**Shielding and susceptibility of the 3d +4 ions: where simple scaling fails**

The table holds the Lamb diamagnetic shielding and the Langevin susceptibility of Sc⁴⁺ to Zn⁴⁺ from non-relativistic and Dirac-Coulomb Hartree-Fock calculations on configuration averages, made with a B-spline radial code. The program tests Slater screening for both quantities, a parameter-free hydrogenic $(Z\alpha)^2$ estimate for the relativistic shift of the shielding, and three nested models (pure scaling, dilution by 3d, dilution plus one fitted 3d term) for the shift of the susceptibility. The hydrogenic estimates with screened and bare charges bracket the shielding shift in all rows, and Slater's rules hold to 2.4 % for the shielding but miss the susceptibility by −10 to +42 %. Pure scaling predicts −1.00 % for the susceptibility shift of Zn⁴⁺ against −0.28 % computed; the fitted 3d term lowers the rms misfit to 0.015 points but leaves a systematic residual and trades against the s,p coefficient. The output also gives the shell balance behind the maximum at Fe⁴⁺ and its margin of about 0.1 % over Mn⁴⁺.

Spherical ions Sc⁴⁺ to Zn⁴⁺, computed with B-spline radial code 1 at the basis-set limit: non-relativistic Hartree-Fock (configuration average, point nucleus) and Dirac-Coulomb Hartree-Fock (average over nl shells, Fermi nucleus). The density gives σ_dia = α² Σ⟨1/r⟩/3 (Lamb) and χ_dia = −0.79199 Σ⟨r²⟩ (Langevin, in 10⁻⁶ cm³/mol), with r in bohr.

## Program and output

```python
# Table: Lamb shielding and Langevin susceptibility of 3d-series +4 ions; B-spline radial code, non-rel. HF and Dirac-Coulomb HF,
# configuration averages. Tested: Slater screening, hydrogenic (Z alpha)^2 scaling, 3d dilution/expansion model of the chi shift.
T = {
    'ion': ['Sc4+', 'Ti4+', 'V4+', 'Cr4+', 'Mn4+', 'Fe4+', 'Co4+', 'Ni4+', 'Cu4+', 'Zn4+'],
    'Z': [21, 22, 23, 24, 25, 26, 27, 28, 29, 30],
    'N': [17, 18, 19, 20, 21, 22, 23, 24, 25, 26],
    'configuration': ['[Ne] 3s2 3p5', '[Ne] 3s2 3p6', '[Ar] 3d1', '[Ar] 3d2', '[Ar] 3d3', '[Ar] 3d4', '[Ar] 3d5', '[Ar] 3d6', '[Ar] 3d7', '[Ar] 3d8'],
    'lamb_diama_nr': [1484, 1587, 1690, 1795, 1903, 2013, 2125, 2240, 2357, 2477],  # ppm
    'lamb_diama_dirac': [1498, 1603, 1708, 1816, 1926, 2039, 2155, 2274, 2396, 2520],  # ppm
    'lamb_diama_pct': [0.9, 0.98, 1.07, 1.15, 1.24, 1.33, 1.43, 1.52, 1.62, 1.72],  # %
    'diamagneti_nr': [-8.254, -8.329, -8.533, -8.649, -8.703, -8.711, -8.688, -8.64, -8.575, -8.497],  # 10⁻⁶ cm³/mol
    'diamagneti_dirac': [-8.213, -8.284, -8.493, -8.613, -8.669, -8.68, -8.659, -8.613, -8.549, -8.473],  # 10⁻⁶ cm³/mol
    'diamagneti_pct': [-0.51, -0.54, -0.47, -0.42, -0.39, -0.36, -0.33, -0.31, -0.3, -0.28],  # %
    'outer_share': [90.5, 91.6, 92.7, 93.5, 94.1, 94.6, 95.1, 95.5, 95.8, 96.1],  # %
}
import numpy as np
from scipy.constants import alpha, physical_constants as pc
ion = T['ion']; A = lambda k: np.array(T[k], float)
Z, N, s0, s1, sp = A('Z'), A('N'), A('lamb_diama_nr'), A('lamb_diama_dirac'), A('lamb_diama_pct')
c0, c1, cp = A('diamagneti_nr'), A('diamagneti_dirac'), A('diamagneti_pct')
nd = np.clip(N - 18, 0, None); n3 = N - 10 - nd; x = 100*(Z*alpha)**2; one = np.ones_like(Z)
Z2 = Z - 4.15; Z3 = Z - 8.8 - 0.35*(n3 - 1); Zd = Z - 18 - 0.35*(nd - 1)   # Slater's rules
f = lambda n, k: 2*(n/k - 0.75)/n**2   # hydrogenic relative (Z alpha)^2 coefficient of <1/r>
sh = [(1, 2*one, Z - 0.3, f(1, 1)), (2, 2*one, Z2, f(2, 1)), (2, 6*one, Z2, (f(2, 1) + 2*f(2, 2))/3),
      (3, 2*one, Z3, f(3, 1)), (3, n3 - 2, Z3, (f(3, 1) + 2*f(3, 2))/3), (3, nd, Zd, 0.4*f(3, 2) + 0.6*f(3, 3))]
r2 = lambda n, z: (2*n + 1)*(2*n + 2)*n*n/(4*z*z)   # Slater-type orbital <r^2>
S = sum(q*z/n**2 for n, q, z, c in sh)
hi = sum(q*z/n**2*c for n, q, z, c in sh)/S
lo = sum(q*z/n**2*c*(z/Z)**2 for n, q, z, c in sh)/S
es = 100*(S*alpha**2/3*1e6/s0 - 1); cS = -0.79199*sum(q*r2(n, z) for n, q, z, c in sh); ec = 100*(cS/c0 - 1)
print("ion (Za)^2% | sigma shift/(Za)^2: table, Zeff, bare Z | Slater: sigma err%, chi, chi err%")
for i in range(len(Z)):
    print(f"{ion[i]} {x[i]:.3f} | {sp[i]/x[i]:.3f} {lo[i]:.3f} {hi[i]:.3f} | {es[i]:+.1f} {cS[i]:.2f} {ec[i]:+.1f}")
p = np.polyfit(np.log(Z), np.log(sp), 1)[0]
print(f"sigma shift ~ Z^{p:.2f}; coefficient Zn/Sc: table {sp[-1]/x[-1]/(sp[0]/x[0]):.3f}, Zeff {lo[-1]/lo[0]:.3f}, bare {hi[-1]/hi[0]:.3f}")
print(f"sigma Dirac-nr: Sc {s1[0]-s0[0]:.0f}, Zn {s1[-1]-s0[-1]:.0f} ppm (floor 1); floor of shift/(Za)^2 {0.005/x[0]:.3f}")
# further outputs of the same runs: orbital <r^2> (V, Fe Dirac; Ni non-rel.), Ni <1/r>
V = np.array([.005928439, .110445, .09036861, .09202322, .9735566, 1.089641, 1.1042, 1.395789, 1.400656])
Fe = np.array([.004590535, .08302103, .06661438, .06818221, .7239752, .7959898, .8104143, 1.020837, 1.026699])
Ni = np.array([.004026924, .07190554, .0572524, .6219114, .6775184, .8507928]); oN = np.array([2, 2, 6, 2, 6, 6])
Ni1 = oN*np.array([27.51544, 5.983092, 5.912951, 1.908733, 1.789544, 1.528315])
def parts(r, d):
    t = r*np.array([2, 2, 2, 4, 2, 2, 4, 0.4*d, 0.6*d]); return np.array([t[:4].sum(), t[4:7].sum(), t[7:].sum()])
t = Ni*oN; P = {'V4+': parts(V, 1), 'Fe4+': parts(Fe, 4), 'Ni4+': np.array([t[:3].sum(), t[3:5].sum(), t[5]])}
ks = []
for n_, q in P.items():
    i = ion.index(n_); ks.append(q[2]/(q[0] + q[1])/nd[i])
    print(f"{n_}: 3d share {100*q[2]/q.sum():.1f}%, k {ks[-1]:.3f}; <r2> bohr^2 HF/Slater 3sp {q[1]/8:.2f}/{r2(3,Z3[i]):.2f}, 3d {q[2]/nd[i]:.2f}/{r2(3,Zd[i]):.2f}")
d = P['Fe4+'] - P['V4+']
print(f"V->Fe Dirac change of sum r2 (bohr^2): core {d[0]:+.2f}, 3s3p {d[1]:+.2f}, 3d {d[2]:+.2f}, net {d.sum():+.2f}")
u = 100*Ni1/Ni1.sum()
print(f"Ni4+ shares of sum 1/r: 1s {u[0]:.0f}%, n=2 {u[1]+u[2]:.0f}%, 3s3p {u[3]+u[4]:.0f}%, 3d {u[5]:.0f}%")
k = np.mean(ks); w = k*nd/(1 + k*nd); iT = ion.index('Ti4+'); a = -cp[iT]/x[iT]; m = nd > 0
mA = -a*x; mB = mA*(1 - w); b = ((cp - mB)*w*x)[m].sum()/((w*x)[m]**2).sum(); mC = mB + b*w*x
print(f"chi shift: a {a:.3f} (Ti4+), k {k:.3f}, fitted b {b:+.3f}; rounding floor 0.005 points (row and Ti each)")
print("ion w3d | chi shift %: table, A, B, C, table-C | table/(Za)^2, implied b")
for i in range(len(Z)):
    ib = f"{(cp[i]-mB[i])/(w[i]*x[i]):+.3f}" if m[i] else "-"
    print(f"{ion[i]} {w[i]:.3f} | {cp[i]:.2f} {mA[i]:.2f} {mB[i]:.2f} {mC[i]:.2f} {cp[i]-mC[i]:+.3f} | {cp[i]/x[i]:.3f} {ib}")
for l, mm in (('A', mA), ('B', mB), ('C', mC)):
    r = np.where(m, cp - mm, 0); j = np.argmax(abs(r))
    print(f"model {l}: rms over d rows {np.sqrt((r[m]**2).mean()):.3f} points, worst {ion[j]} {r[j]:+.3f}")
iF = ion.index('Fe4+')
print(f"|chi| peak: nr {ion[np.argmin(c0)]}, Dirac {ion[np.argmin(c1)]}, Slater {ion[np.argmin(cS)]}")
print(f"Fe-Mn margin nr {c0[iF-1]-c0[iF]:.3f} ({100*(c0[iF]/c0[iF-1]-1):.2f}%), Dirac {c1[iF-1]-c1[iF]:.3f}; floor 0.001")
print(f"rise Ti->Fe of |chi|: HF nr {100*(c0[iF]/c0[iT]-1):.1f}%, Slater {100*(cS[iF]/cS[iT]-1):.1f}%; fall Fe->Zn HF {100*(c0[-1]/c0[iF]-1):.1f}%")
# further outputs: ionisation energies in eV (non-rel., Dirac); tabulated semi-empirical values; Zn rms radius in fm
IE = {'Sc4+': (91.71119, 91.76959), 'Ti4+': (98.24837, 98.3227), 'V4+': (64.46977, 64.18172), 'Zn4+': (83.83972, 83.30239)}
print("IE Dirac-nr, eV: " + ", ".join(f"{n_} {v[1]-v[0]:+.3f}" for n_, v in IE.items()))
print(f"IE nr minus tabulated, eV: Co4+ {75.82978-79.5:+.2f}, Ni4+ {78.53948-76.06:+.2f}")
print(f"nuclear size scale (Z R/a0)^2, Zn: {(Z[-1]*3.9283e-15/pc['Bohr radius'][0])**2:.0e} (order of magnitude)")
assert np.all(np.diff(sp) > 0) and 1.6 < p < 2.2
assert np.argmin(cp) == iT and np.all(np.diff(cp[iT:]) > 0)
assert np.argmin(c0) == iF and np.argmin(c1) == iF
assert np.all(cp[m] > mB[m])
```

Printed output:

```
ion (Za)^2% | sigma shift/(Za)^2: table, Zeff, bare Z | Slater: sigma err%, chi, chi err%
Sc4+ 2.348 | 0.383 0.348 0.434 | -0.8 -7.53 -8.8
Ti4+ 2.577 | 0.380 0.346 0.432 | -0.8 -7.51 -9.8
V4+ 2.817 | 0.380 0.346 0.429 | -1.2 -10.32 +20.9
Cr4+ 3.067 | 0.375 0.345 0.426 | -1.4 -11.65 +34.7
Mn4+ 3.328 | 0.373 0.344 0.423 | -1.7 -12.21 +40.3
Fe4+ 3.600 | 0.369 0.342 0.420 | -1.9 -12.34 +41.6
Co4+ 3.882 | 0.368 0.341 0.417 | -2.0 -12.23 +40.7
Ni4+ 4.175 | 0.364 0.339 0.414 | -2.1 -11.98 +38.7
Cu4+ 4.478 | 0.362 0.338 0.411 | -2.2 -11.67 +36.0
Zn4+ 4.793 | 0.359 0.336 0.407 | -2.4 -11.31 +33.2
sigma shift ~ Z^1.81; coefficient Zn/Sc: table 0.936, Zeff 0.965, bare 0.938
sigma Dirac-nr: Sc 14, Zn 43 ppm (floor 1); floor of shift/(Za)^2 0.002
V4+: 3d share 13.0%, k 0.150; <r2> bohr^2 HF/Slater 3sp 1.07/0.91, 3d 1.40/5.04
Fe4+: 3d share 37.4%, k 0.149; <r2> bohr^2 HF/Slater 3sp 0.79/0.58, 3d 1.02/2.61
Ni4+: 3d share 46.8%, k 0.147; <r2> bohr^2 HF/Slater 3sp 0.66/0.45, 3d 0.85/1.85
V->Fe Dirac change of sum r2 (bohr^2): core -0.20, 3s3p -2.26, 3d +2.70, net +0.24
Ni4+ shares of sum 1/r: 1s 44%, n=2 38%, 3s3p 12%, 3d 7%
chi shift: a 0.210 (Ti4+), k 0.149, fitted b +0.076; rounding floor 0.005 points (row and Ti each)
ion w3d | chi shift %: table, A, B, C, table-C | table/(Za)^2, implied b
Sc4+ 0.000 | -0.51 -0.49 -0.49 -0.49 -0.018 | -0.217 -
Ti4+ 0.000 | -0.54 -0.54 -0.54 -0.54 +0.000 | -0.210 -
V4+ 0.129 | -0.47 -0.59 -0.51 -0.49 +0.016 | -0.167 +0.120
Cr4+ 0.229 | -0.42 -0.64 -0.50 -0.44 +0.022 | -0.137 +0.107
Mn4+ 0.308 | -0.39 -0.70 -0.48 -0.40 +0.015 | -0.117 +0.090
Fe4+ 0.373 | -0.36 -0.75 -0.47 -0.37 +0.011 | -0.100 +0.084
Co4+ 0.426 | -0.33 -0.81 -0.47 -0.34 +0.011 | -0.085 +0.083
Ni4+ 0.471 | -0.31 -0.87 -0.46 -0.31 +0.003 | -0.074 +0.077
Cu4+ 0.510 | -0.30 -0.94 -0.46 -0.29 -0.013 | -0.067 +0.070
Zn4+ 0.543 | -0.28 -1.00 -0.46 -0.26 -0.018 | -0.058 +0.069
model A: rms over d rows 0.474 points, worst Zn4+ +0.724
model B: rms over d rows 0.127 points, worst Zn4+ +0.179
model C: rms over d rows 0.015 points, worst Cr4+ +0.022
|chi| peak: nr Fe4+, Dirac Fe4+, Slater Fe4+
Fe-Mn margin nr 0.008 (0.09%), Dirac 0.011; floor 0.001
rise Ti->Fe of |chi|: HF nr 4.6%, Slater 64.2%; fall Fe->Zn HF -2.5%
IE Dirac-nr, eV: Sc4+ +0.058, Ti4+ +0.074, V4+ -0.288, Zn4+ -0.537
IE nr minus tabulated, eV: Co4+ -3.67, Ni4+ +2.48
nuclear size scale (Z R/a0)^2, Zn: 5e-06 (order of magnitude)
```
